**Field and mass constants of L2 and M2 levels in 3d and 5d ions of charge +2**

The table holds field constants and normal and specific mass constants of the $2p_{1/2}$ and $3p_{1/2}$ binding energies, from first-order evaluation on Dirac-Fock ground and hole states with a Fermi nucleus and without relativistic recoil terms. The program splits the field constants into an indirect part, gauged by the $p_{3/2}$ levels of the same runs, and a direct part, which it compares with the parameter-free Dirac ratio of $p_{1/2}$ to s density at a point nucleus. So gauged, the direct part is below a tenth of the indirect one in the 3d ions and exceeds it in Pt²⁺ and Hg²⁺, which accounts for the change of sign; the computed ratio is about 0.3 to 0.5 of the estimate in 3d and 0.8 in 5d. The low nuclear radius of Ni leaves a kink of about 0.07 % in the field constants, near the size expected from $R^{2\gamma-2}$. The normal and specific mass constants of L2 nearly cancel, and the sign change of their sum between Ni and Cu lies within the scale of the omitted recoil terms.

Radial Dirac-Fock and Kohn-Sham solver 3, Dirac-Fock level, 2+ ions of the 3d and 5d series: constants F and K of the L2 and M2 binding energies, with shift = F × change of mean square nuclear radius + K × change of 1/M. They are first order on ground and hole states, with a Fermi nucleus and no relativistic recoil terms.

## The fit in Python

```python
# Table: field constants F (meV/fm^2) and normal/specific mass constants K (meV u) of L2 and M2 binding
# energies of 2+ ions; radial Dirac-Fock solver, first order on ground and hole states, Fermi nucleus,
# no relativistic recoil. Tested: direct (p1/2 small component) plus indirect (s contraction) parts of F,
# the Dirac p1/2 to s density ratio, the effect of the Ni radius, and the cancellation of mass constants.
T = {
    'ion': ['Mn2+', 'Fe2+', 'Co2+', 'Ni2+', 'Cu2+', 'Zn2+', 'Pt2+', 'Hg2+'],
    'Z': [25, 26, 27, 28, 29, 30, 78, 80],
    'N': [23, 24, 25, 26, 27, 28, 76, 78],
    'configuration': ['[Ar] 3d5', '[Ar] 3d6', '[Ar] 3d7', '[Ar] 3d8', '[Ar] 3d9', '[Ar] 3d10', '[Xe] 4f14 5d8', '[Xe] 4f14 5d10'],
    'nuclear_rms_radius': [3.706, 3.738, 3.788, 3.776, 3.882, 3.928, 5.427, 5.465],  # fm
    'level_field_constant_L2': [0.02637, 0.03014, 0.03429, 0.03886, 0.04379, 0.04919, -3.88, -5.866],  # meV/fm²
    'level_normal_mass_constant_L2': [-375.5, -414.6, -455.6, -498.6, -543.4, -590.3, None, None],  # meV u
    'level_specific_mass_constant_L2': [340.7, 387.0, 438.3, 494.9, 557.1, 625.2, None, None],  # meV u
    'level_field_constant_M2': [0.003032, 0.003381, 0.003758, 0.004166, 0.004594, 0.005052, -0.9608, -1.478],  # meV/fm²
    'level_normal_mass_constant_M2': [-45.89, -49.9, -54.05, -58.35, -62.8, -67.41, None, None],  # meV u
    'level_specific_mass_constant_M2': [34.3, 38.72, 43.69, 49.23, 55.38, 62.18, None, None],  # meV u
}
import numpy as np
from scipy.constants import alpha, m_e, atomic_mass
ion = T['ion']; Z = np.array(T['Z'], float); R = np.array(T['nuclear_rms_radius'], float)
L2 = np.array(T['level_field_constant_L2'], float); M2 = np.array(T['level_field_constant_M2'], float)
# further outputs of the same runs (not in the table): F of other levels, meV/fm^2
K = np.array([-2.85989, -3.40791, -4.03721, -4.76144, -5.58028, -6.51574, -1179.38, -1412.29])
L1 = np.array([-0.263737, -0.319007, -0.383194, -0.457833, -0.543146, -0.641542, -173.621, -211.859])
L3 = np.array([0.0270699, 0.0311086, 0.0355994, 0.040618, 0.0461159, 0.0522305, 6.81921, 8.13509])
M1 = np.array([-0.0372946, -0.045717, -0.0555405, -0.0670062, -0.080166, -0.0953938, -39.5739, -48.6011])
M3 = np.array([0.00313298, 0.00352297, 0.00395324, 0.00443063, 0.00494846, 0.00552025, 1.85951, 2.23968])
# further outputs of the same runs: (Mn, Zn) mass constants of other levels, meV u
sK, nK, sL1, sM1 = (1339.69, 2074.04), (-3609.98, -5325.5), (-124.317, -208.617), (-29.8777, -68.4652)
dL, dM = L2 - L3, M2 - M3
print("F in meV/fm^2: ion, L2, L3, L2-L3, |L2-L3|/L3; M2, M3, M2-M3, |M2-M3|/M3")
for i in range(8):
    print(f"{ion[i]:5s}{L2[i]:9.4g}{L3[i]:9.4g}{dL[i]:10.3g}{abs(dL[i])/L3[i]:7.3f};"
          f"{M2[i]:10.4g}{M3[i]:10.4g}{dM[i]:10.3g}{abs(dM[i])/M3[i]:7.3f}")
print(f"table rounding in Mn L2-L3: {100*5e-6/abs(dL[0]):.1f} %, in Mn M2-M3: {100*5e-7/abs(dM[0]):.1f} %")
def dirac(Z, n):  # point-nucleus one-electron density ratio np1/2 : ns at r -> 0
    g = np.sqrt(1 - (Z*alpha)**2); nr = n - 1; N = np.sqrt(n*n - 2*nr*(1 - g)); e = (nr + g)/N
    rho = lambda k: ((1 + e)*(N - k - nr)**2 + (1 - e)*(N - k + nr)**2)/(N - k)
    return rho(1)/rho(-1)
oL, oM, eL, eM = dL/(L1 - L3), dM/(M1 - M3), dirac(Z, 2), dirac(Z, 3)
print("ion, (Za)^2; (L2-L3)/(L1-L3), Dirac 2p1/2:2s, quotient; same for M (n=3); L3/|L1|, Z*L3/|L1|")
for i in range(8):
    print(f"{ion[i]:5s}{(Z[i]*alpha)**2:7.4f};{oL[i]:8.4f}{eL[i]:8.4f}{oL[i]/eL[i]:6.2f};"
          f"{oM[i]:8.4f}{eM[i]:8.4f}{oM[i]/eM[i]:6.2f};{L3[i]/abs(L1[i]):7.3f}{Z[i]*L3[i]/abs(L1[i]):6.2f}")
ex = lambda y, a, b: np.log(abs(y[b]/y[a]))/np.log(Z[b]/Z[a])
S = {'K': K, 'L1': L1, 'L2': L2, 'L3': L3, 'L2-L3': dL, 'M2': M2, 'M3': M3, 'M2-M3': dM}
print("power of Z in |F|, Mn to Zn: " + ", ".join(f"{k} {ex(v,0,5):.2f}" for k, v in S.items()))
S2 = {k: v for k, v in S.items() if k not in ('L2', 'M2')}
print("power of Z in |F|, Zn to Hg: " + ", ".join(f"{k} {ex(v,5,7):.2f}" for k, v in S2.items()))
print("factor in |F|, Zn to Hg: " + ", ".join(f"{k} {abs(v[7]/v[5]):.0f}" for k, v in S.items()))
print("factor in |F|, Pt to Hg: " + ", ".join(f"{k} {abs(v[7]/v[6]):.2f}" for k, v in S.items()))
w = np.array([1, -4, 6, -4, 1])/6
dev = lambda y: w @ np.log(abs(y[1:6]))  # Ni minus cubic through Fe, Co, Cu, Zn
print(f"Ni offset from cubic through Fe, Co, Cu, Zn: radius {100*dev(R):+.2f} %")
print("same offset in |F|: " + ", ".join(f"{k} {100*dev(S[k]):+.3f} %" for k in ('K', 'L1', 'L3', 'L2', 'M2')))
print(f"largest offset from table rounding: L2 {100*np.sum(abs(w)*5e-6/L2[1:6]):.3f} %, M2 {100*np.sum(abs(w)*5e-7/M2[1:6]):.3f} %")
print("offset F / offset radius: " + ", ".join(f"{k} {dev(S[k])/dev(R):.3f}" for k in ('K', 'L1', 'L3'))
      + f"; 2*gamma-2 at Ni {2*np.sqrt(1-(Z[3]*alpha)**2)-2:.3f}")
get = lambda k: np.array(T[k][:6], float)  # Pt and Hg have no mass constants
nL, sL = get('level_normal_mass_constant_L2'), get('level_specific_mass_constant_L2')
nM, sM = get('level_normal_mass_constant_M2'), get('level_specific_mass_constant_M2')
mu = m_e/atomic_mass
print("ion; L2: binding eV, K sum meV u, -specific/normal, (Za)^2|normal| meV u; same for M2")
for i in range(6):
    x = (Z[i]*alpha)**2
    print(f"{ion[i]:5s};{-nL[i]/mu/1e3:7.0f}{nL[i]+sL[i]:7.1f}{-sL[i]/nL[i]:7.3f}{-x*nL[i]:6.1f};"
          f"{-nM[i]/mu/1e3:7.1f}{nM[i]+sM[i]:7.2f}{-sM[i]/nM[i]:7.3f}{-x*nM[i]:6.1f}")
print("table rounding in the sums: L2 0.1 meV u, M2 0.01 meV u")
e2 = lambda p: np.log(p[1]/p[0])/np.log(Z[5]/Z[0])
print(f"power of Z, Mn to Zn, normal: K shell {e2(nK):.2f}, L2 {ex(nL,0,5):.2f}, M2 {ex(nM,0,5):.2f}")
print(f"power of Z, Mn to Zn, specific: K shell {e2(sK):.2f}, L2 {ex(sL,0,5):.2f}, M2 {ex(sM,0,5):.2f}")
print(f"-specific/normal for K shell: Mn {-sK[0]/nK[0]:.3f}, Zn {-sK[1]/nK[1]:.3f}")
print(f"specific K (meV u), Mn and Zn: L1 {sL1[0]:.0f}, {sL1[1]:.0f}; M1 {sM1[0]:.0f}, {sM1[1]:.0f}")
assert all(L2[:6] > 0) and all(M2[:6] > 0) and all(L2[6:] < 0) and all(M2[6:] < 0)
assert all(L3 > 0) and all(M3 > 0) and all(dL < 0) and all(dM < 0)
assert all(oL < eL) and all(oM < eM) and -0.07 < dev(K)/dev(R) < -0.03
assert all(np.diff(nL + sL) > 0) and (nL + sL)[3] < 0 < (nL + sL)[4] and all(nM + sM < 0)
```

Printed output:

```
F in meV/fm^2: ion, L2, L3, L2-L3, |L2-L3|/L3; M2, M3, M2-M3, |M2-M3|/M3
Mn2+   0.02637  0.02707   -0.0007  0.026;  0.003032  0.003133 -0.000101  0.032
Fe2+   0.03014  0.03111 -0.000969  0.031;  0.003381  0.003523 -0.000142  0.040
Co2+   0.03429   0.0356  -0.00131  0.037;  0.003758  0.003953 -0.000195  0.049
Ni2+   0.03886  0.04062  -0.00176  0.043;  0.004166  0.004431 -0.000265  0.060
Cu2+   0.04379  0.04612  -0.00233  0.050;  0.004594  0.004948 -0.000354  0.072
Zn2+   0.04919  0.05223  -0.00304  0.058;  0.005052   0.00552 -0.000468  0.085
Pt2+     -3.88    6.819     -10.7  1.569;   -0.9608      1.86     -2.82  1.517
Hg2+    -5.866    8.135       -14  1.721;    -1.478      2.24     -3.72  1.660
table rounding in Mn L2-L3: 0.7 %, in Mn M2-M3: 0.5 %
ion, (Za)^2; (L2-L3)/(L1-L3), Dirac 2p1/2:2s, quotient; same for M (n=3); L3/|L1|, Z*L3/|L1|
Mn2+  0.0333;  0.0024  0.0064  0.38;  0.0025  0.0075  0.33;  0.103  2.57
Fe2+  0.0360;  0.0028  0.0069  0.40;  0.0029  0.0082  0.35;  0.098  2.54
Co2+  0.0388;  0.0031  0.0074  0.42;  0.0033  0.0088  0.37;  0.093  2.51
Ni2+  0.0417;  0.0035  0.0080  0.44;  0.0037  0.0095  0.39;  0.089  2.48
Cu2+  0.0448;  0.0039  0.0086  0.46;  0.0042  0.0102  0.41;  0.085  2.46
Zn2+  0.0479;  0.0044  0.0092  0.47;  0.0046  0.0109  0.42;  0.081  2.44
Pt2+  0.3240;  0.0593  0.0745  0.80;  0.0681  0.0877  0.78;  0.039  3.06
Hg2+  0.3408;  0.0636  0.0793  0.80;  0.0731  0.0934  0.78;  0.038  3.07
power of Z in |F|, Mn to Zn: K 4.52, L1 4.88, L2 3.42, L3 3.60, L2-L3 8.06, M2 2.80, M3 3.11, M2-M3 8.41
power of Z in |F|, Zn to Hg: K 5.48, L1 5.91, L3 5.15, L2-L3 8.60, M3 6.12, M2-M3 9.16
factor in |F|, Zn to Hg: K 217, L1 330, L2 119, L3 156, L2-L3 4605, M2 293, M3 406, M2-M3 7940
factor in |F|, Pt to Hg: K 1.20, L1 1.22, L2 1.51, L3 1.19, L2-L3 1.31, M2 1.54, M3 1.20, M2-M3 1.32
Ni offset from cubic through Fe, Co, Cu, Zn: radius -1.57 %
same offset in |F|: K +0.074 %, L1 +0.074 %, L3 +0.075 %, L2 +0.072 %, M2 +0.086 %
largest offset from table rounding: L2 0.035 %, M2 0.032 %
offset F / offset radius: K -0.047, L1 -0.047, L3 -0.048; 2*gamma-2 at Ni -0.042
ion; L2: binding eV, K sum meV u, -specific/normal, (Za)^2|normal| meV u; same for M2
Mn2+ ;    684  -34.8  0.907  12.5;   83.7 -11.59  0.747   1.5
Fe2+ ;    756  -27.6  0.933  14.9;   91.0 -11.18  0.776   1.8
Co2+ ;    831  -17.3  0.962  17.7;   98.5 -10.36  0.808   2.1
Ni2+ ;    909   -3.7  0.993  20.8;  106.4  -9.12  0.844   2.4
Cu2+ ;    991   13.7  1.025  24.3;  114.5  -7.42  0.882   2.8
Zn2+ ;   1076   34.9  1.059  28.3;  122.9  -5.23  0.922   3.2
table rounding in the sums: L2 0.1 meV u, M2 0.01 meV u
power of Z, Mn to Zn, normal: K shell 2.13, L2 2.48, M2 2.11
power of Z, Mn to Zn, specific: K shell 2.40, L2 3.33, M2 3.26
-specific/normal for K shell: Mn 0.371, Zn 0.389
specific K (meV u), Mn and Zn: L1 -124, -209; M1 -30, -68
```
